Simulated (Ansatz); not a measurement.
**Sn: opening a crack plane**

Sn, I4/mmm, a = 3.242 Å, c = 5.199 Å. This isn't the element's structure at ambient conditions. Ansatz: r2SCAN, PAW, 500 eV, Γ-centred 17×17×7 mesh on 4 atoms, Gaussian smearing 0.15 eV; no spin polarisation. One cut on (-110) per cell of 4 atoms is opened rigidly by x, between planes of Sn and Sn that stand 2.29 Å apart; y is the energy per area (11.919 Å², 1 eV/Å² = 16.02 J/m²).

```
x (Å) y (J/m²)
 0.00     0.000
 0.50         ?
 1.00     0.334
 2.00     0.578
 3.00     0.685
 6.00     0.731
```

Problem. Fit the universal binding curve y = W[1 − (1 + x/l) e^(−x/l)] to the other rows, give the peak stress, and predict the missing value.

Solution. Least squares gives W = 0.728 J/m² and l = 0.659 Å. The stress dy/dx peaks at x = l with W/(e l) = 4.1 GPa, for rigid faces. The last row already stands above W and still climbs, so W understates the work of separation. At x = 0.50: x/l = 0.759, y = 0.128 J/m². The run gave 0.136 J/m², so the fit is 0.008 J/m² too low, within twice the rms miss on the fitted rows (0.006 J/m²).

Cost: 7 runs of about 7.9 core-minutes in all, on AMD EPYC 9R45 (Zen 5) (shared hosts).

Most of the separation energy is spent within the first 2.00 Å of opening, and the curve flattens towards 0.731 J/m² by 6.00 Å. This short range is what metallic cohesion leads one to expect: the electron densities of the two faces overlap through tails that decay roughly exponentially, and conduction electrons screen the newly exposed ions. The modest energy scale fits tin's diffuse 5s and 5p valence shell, which binds weakly compared with the partly filled d shells of transition metals.

The misses of the fit have a pattern. The computed energy lies above the curve at 0.50 and 1.00 Å but below it at 2.00 Å, which suggests that a single decay length cannot quite describe both the initial loss of bonding and the weaker tail. The peak stress is therefore better read as an ideal cohesive scale than as a fracture strength. Whether a crack would advance on this plane or blunt by emitting dislocations also depends on the resistance to shear, which an opening curve does not probe.
